The calculated crystal of boron arsenide (BAs) is too easy to compress, yet its resistance to shear is nearly right. The computed bulk modulus lies 6 % below the measured one, the shear constant C44 only about 1 % below. C11 and C12 are too low as well, and most of that can be traced to the bulk modulus. A relaxed cell that is slightly too large probably accounts for part of the error. The comparison rests on a literature value of the bulk modulus, which also went into two of the other measured constants.

Elastic constants of BAs (space group F-43m) computed with GPAW 26.7.0 using PBEint, PAW data sets made for that functional, an 800 eV plane-wave cutoff, a 10 × 10 × 10 k-point mesh and Fermi-Dirac smearing of 0.05 eV, without spin polarisation. The cell was relaxed first, then strained by 0.005 with the atoms free to relax.

```csv
row,computed constant (GPa),what it is,measured constant (GPa),"label in the paper, method, sample",temperature of the measurement (K),source
1,71,C12,n/a,n/a,n/a,n/a
2,n/a,n/a,79.5,C12; from C11 and literature bulk modulus; bulk crystal,n/a,arXiv:1911.11281 (2019)
3,138.9,bulk modulus (Hill),n/a,n/a,n/a,n/a
4,148,C44,n/a,n/a,n/a,n/a
5,n/a,n/a,148,literature experimental value; not stated; bulk crystal,n/a,arXiv:1911.11281 (2019)
6,n/a,n/a,149,C44; picosecond ultrasonics with literature bulk modulus; bulk crystal,300,arXiv:1911.11281 (2019)
7,274,C11,n/a,n/a,n/a,n/a
8,n/a,n/a,285,C11; surface acoustic waves and picosecond ultrasonics; bulk crystal,n/a,arXiv:1911.11281 (2019)
```

C11 is the stress along a cube axis per unit strain along that axis, with the sides held fixed, and C12 is the stress that the same strain raises along a sideways axis. C44 measures the resistance to a shear that changes the right angle between two cube axes. The bulk modulus B, the resistance to uniform pressure, equals (C11 + 2 C12)/3. For the measured constants this gives (285 + 2 × 79.5)/3 = 148 GPa, so the entry called only a literature value is the measured bulk modulus. It belongs beside the computed bulk modulus and not beside the computed C44, which happens to be 148 GPa too.

A tempting explanation is that the density functional makes the whole crystal too soft by one common factor. All constants should then be low by about the same percentage. They are not: C11 falls short of its measured value by 4 %, C12 by 11 %, and C44 by less than 1 %.

In absolute terms the picture is simpler. C11 is low by 11 GPa, C12 by 8.5 GPa and the bulk modulus by 9.1 GPa. C12 looks worst in percent mainly because it is the smallest constant, so that a similar miss weighs more.

The reason lies in what a strain along one axis does. It changes the volume, and it also changes the shape. If C′ = (C11 − C12)/2 stands for the resistance to stretching the cube along one axis at constant volume, the two constants split as

C11 = B + 4C′/3 and C12 = B − 2C′/3.

An error in B alone therefore enters C11 and C12 with the same number of GPa and leaves C′ and C44 untouched.

This split has a chemical meaning in a crystal where each atom has four neighbours at the corners of a tetrahedron. Uniform pressure shortens every bond and keeps every bond angle. The shape change behind C′ does the opposite: for small strains it bends the angles and leaves the bond lengths alone. The computed C′ is only about 1 % below the one that follows from the measured C11 and C12, while B is 6 % low. This suggests that the calculation describes the bending of bonds well and makes their stretching somewhat too easy.

The two descriptions can be tested by taking one number from the bulk modulus and trying it on C11 and C44. If only B is wrong, the correction is 148 − 138.9 = 9.1 GPa. Added to the computed C11 of 274 GPa, it gives 283 GPa, 2 GPa below the measured value. C44 needs no correction in this model and is already within 1 GPa.

A common factor does worse. Scaling everything by 148/138.9 = 1.066 overshoots the measured C11 by 7 GPa and the measured C44 by 9 GPa. The numbers therefore favour an error in compression over a general softness. The output after the text gives both comparisons.

C44 agrees this well only because the boron and arsenic sublattices may shift against each other during the shear. Two of the four bonds around each atom would otherwise lengthen and two would shorten, and the shift relieves part of that stretching. Because some of it remains, bonds that stretch too easily would lower C44 a little as well, so C44 is a less pure test of bond bending than C′. In the same calculation with the shift forbidden, C44 comes out 13 % above the measured value. A good C44 in a crystal of this type thus depends on letting the atoms relax inside the strained cell, whereas C11 and C12 are the same here with and without the shift.

The case against a general softness leans on the literature bulk modulus, which was also used to derive the measured C12 and C44. Agreement in C12 is therefore no separate evidence. Suppose that the true bulk modulus were the computed one. The measured C11 would then require a C′ of 3 × (285 − 138.9)/4 = 110 GPa, and the computed C′ would be 7 % too low. An error in the literature value would thus move the disagreement from compression into shape change. The deficit in C11 would remain, provided that C11 was measured without the literature value, as its label suggests. A smaller error would already weaken the verdict. With a true bulk modulus of about 144 GPa, B, C11 and C12 would all be low by 3 to 4 %, nearly as a common factor demands. C44 could not simply be called on to decide, because its measured value was derived with the same modulus and would change too.

If the literature value is sound, the size of the cell offers a physical cause. The energy of a bond rises steeply when the bond is shortened and more gently when it is lengthened. The curve thus bends less sharply at a greater bond length, and a functional that makes the bonds too long will tend to make compression too easy. Shear constants of tetrahedral semiconductors usually respond less to volume than the bulk modulus does, so the pattern fits this cause in kind.

Its size can be estimated. Relaxation made the cell 0.6 % larger than the starting cell, which is taken here to stand for the real crystal. The bulk modulus of many solids changes by about four times the percentage change in volume, with opposite sign. That gives a loss of 4 × 0.6 % = 2.4 %, or about 3.5 GPa out of the 9.1 GPa to be explained.

To carry the whole deficit, the volume error would have to be about 1.6 %, or the bulk modulus would have to react nearly three times as strongly as usual. Heat and zero-point motion soften the measured crystal and also swell it. Against a motionless crystal both the deficit and the volume error are therefore probably larger than the figures used here, and the share of the volume may exceed one half. What remains may come from the functional's description of bond stretching at a fixed volume, from the literature modulus, or from the finite mesh, cutoff and strain step, whose effect was not tested; these numbers do not separate the causes. Repeating the calculation with the cell held at the measured volume would show how much of the deficit belongs to the volume.

For someone who uses the computed constants, the kind of load matters more than an average error. Under uniform pressure the strain is inversely proportional to the bulk modulus, so the calculation overestimates it by about 7 % relative to the measured modulus. Under the shear governed by C44 the corresponding error is about 1 %. A strain along one axis mixes compression and shape change, so the error of C11 lies between those of B and C′.

Numerical output:

```
Bulk modulus from measured C11 and C12 [GPa]: 148
C11 computed less measured [GPa]: -11
C12 computed less measured [GPa]: -8.5
Bulk modulus computed less measured [GPa]: -9.1
C44 computed less measured [GPa]: -1
Deviation in percent, order C11 C12 bulk C44:
  row  list given twice to fill eight rows
    1                                -3.86
    2                               -10.69
    3                               -6.149
    4                              -0.6711
    5                                -3.86
    6                               -10.69
    7                               -6.149
    8                              -0.6711
Shear constant (C11-C12)/2 computed [GPa]: 101.5
Shear constant (C11-C12)/2 measured [GPa]: 102.8
Its deviation [percent]: -1.217
Only bulk wrong, miss left in C11 [GPa]: -1.9
General softness, factor from bulk modulus: 1.066
General softness, miss left in C11 [GPa]: 6.951
General softness, miss left in C44 [GPa]: 8.696
Relaxed cell larger than starting cell by [percent]: 0.5978
Bulk modulus lost by this for B' of 4 [GPa]: 3.487
Share of the bulk deficit [percent]: 38.32
B' needed to explain the whole deficit: 10.65
Volume excess needed for B' of 4 [percent]: 1.599
Measured (C11-C12)/2 if true bulk modulus were the computed one [GPa]: 109.6
Deviation of computed (C11-C12)/2 in that case [percent]: -7.369
C44 lowered by shift of the sublattices [GPa]: 19.79
Clamped-ion C44 above measured [percent]: 12.61
```
